I want the disorder strength at which the non-inverted well becomes a quantum spin Hall insulator. One spin block, in atomic units with $\hbar=1$, is
\begin{equation}
H=\alpha(k_x\sigma_x+k_y\sigma_y)+(m+\beta k^2)\sigma_z+\gamma k^2+U .
\end{equation}
The time-reversed block shifts identically. $U$ is a scalar on a square lattice of constant $a$, independent on each site and uniform in $[-U_0/2,U_0/2]$, so its variance is $w=U_0^2/12$. The given $m=1$ meV, $a=5$ nm and the typical HgTe inputs $\alpha=364.5$ meV\,nm, $\beta=686$ meV\,nm$^2$, $\gamma=512$ meV\,nm$^2$ become $m=3.675\times10^{-5}$, $a=94.49$, $\alpha=0.2531$, $\beta=9.003$, $\gamma=6.719$. I set $D=\beta^2-\gamma^2=35.9$. With $\bar m=m+\Sigma_z$ and $\bar\mu=E_F-\Sigma_0$, the Fermi level lies in an inverted gap for $|\bar\mu|<-\bar m$, since $\beta>0$. The boundary $|\bar\mu|=-\bar m$ starts at $\bar m=\bar\mu=0$, which defines $U_c$.

\paragraph{Estimate.} Scalar disorder couples each orbital only to itself. Ignoring $\alpha$, distant $\sigma_z=+1$ states lie at $+(\beta+\gamma)k^2$ and push their band edge down by $wa^2L/2\pi(\beta+\gamma)$, with $L=\int dk/k$. The $\sigma_z=-1$ states at $-(\beta-\gamma)k^2$ push theirs up by $wa^2L/2\pi(\beta-\gamma)$. Half the relative shift is
\begin{equation}
\delta m=-\frac{U_0^2a^2}{24\pi}\frac{\beta}{D}\,L,\qquad L=\ln\frac{k_{\max}}{k_{\min}},
\end{equation}
opposite in sign to $\beta$ for $D>0$. I guess $L\approx1$ and round $a\approx100$, $\beta\approx9$, $\gamma\approx7$, $24\pi\approx75$, $m\approx4\times10^{-5}$. The prefactor is $37.5$ and $U_c\approx1.0\times10^{-3}$, or 28 meV.

\paragraph{Calculation.} The self-consistent Born equation is $\Sigma=w\langle G\rangle_{\rm BZ}$. At $\bar m=\bar\mu=0$ in the continuum,
\begin{equation}
G=\frac{\gamma k^2-\alpha\,\mathbf k\cdot\boldsymbol\sigma-\beta k^2\sigma_z}{k^2(\alpha^2+Dk^2)} .
\end{equation}
The $\alpha$ term averages to zero and $\Sigma_0=-(\gamma/\beta)\Sigma_z$. A disc of radius $\pi/a$ gives
\begin{equation}
L_{\rm disc}=\tfrac12\ln(1+\pi^2/\lambda)=0.24,\qquad \lambda=\alpha^2a^2/D=15.93 .
\end{equation}
On-site disorder belongs to the lattice model, where with $x=k_xa$, $y=k_ya$ the $\alpha$ term has $k_x\to\sin x/a$, $k_y\to\sin y/a$ and $k^2\to C/a^2$, $C=4\sin^2(x/2)+4\sin^2(y/2)$. Then
\begin{equation}
L=2\pi\left\langle\frac{C}{\lambda(\sin^2x+\sin^2y)+C^2}\right\rangle_{\rm BZ}=2\pi(0.112)=0.70 .
\end{equation}
The prefactor $a^2\beta/24\pi D$ is $29.7$, and $\Sigma_z=-m$ gives
\begin{equation}
U_c=\sqrt{\frac{24\pi Dm}{a^2\beta L}}=1.33\times10^{-3},\qquad E_F=\frac{\gamma m}{\beta}=2.74\times10^{-5}.
\end{equation}
The self-consistent broadening at this Dirac point scales as $\exp(-2\pi\alpha^2/wa^2)$, with $2\pi\alpha^2/wa^2=3.1\times10^2$, so I drop it. Single-site fourth-order terms have relative size of order $w\langle G\rangle^2\sim m^2/w\approx0.01$, so two figures are safe within the model. Converted, $U_c\approx36$ meV at $E_F\approx0.75$ meV.

\paragraph{Why they differ.} The ratio is 1.3. Rounding supplies 1.08, since unrounded inputs with $L=1$ give 30 meV. The remaining 1.19 is $L^{-1/2}$, and it hides two larger effects of opposite sign.

First, $\alpha$ hybridises the orbitals below $k_{\min}=\alpha/\sqrt D$, where pushes from above and below nearly cancel. Here $k_{\max}/k_{\min}=\pi/\sqrt\lambda=0.79$, so no logarithmic window exists. The form $\ln(k_{\max}/k_{\min})$ is only the $\lambda\ll\pi^2$ limit of $L_{\rm disc}$, and used here it would be negative. This effect multiplies $U_c$ by 2.04, to 62 meV.

Second, the lattice multiplies it by 0.59. The zone corners are a minor part: the continuum integrand $1/(\lambda+x^2+y^2)$ falls outward, so the extra area lifts $L_{\rm disc}$ at most by $4/\pi$, to 0.31. The rest is dispersion. At $(\pi,0)$ the sines vanish and $C=4$ instead of $\pi^2$, so the states are orbital-pure and closer in energy, and the integrand is 0.25 against 0.039.

My estimate lands near the result through this cancellation and through the square root. The sign of $\delta m$ holds in both regularisations for $D>0$, because the integrand is positive. The magnitude is set by zone-boundary states, so 36 meV is a property of the $a=5$ nm lattice model, and the spread between 36 and 62 meV shows how strongly it depends on the short-distance treatment.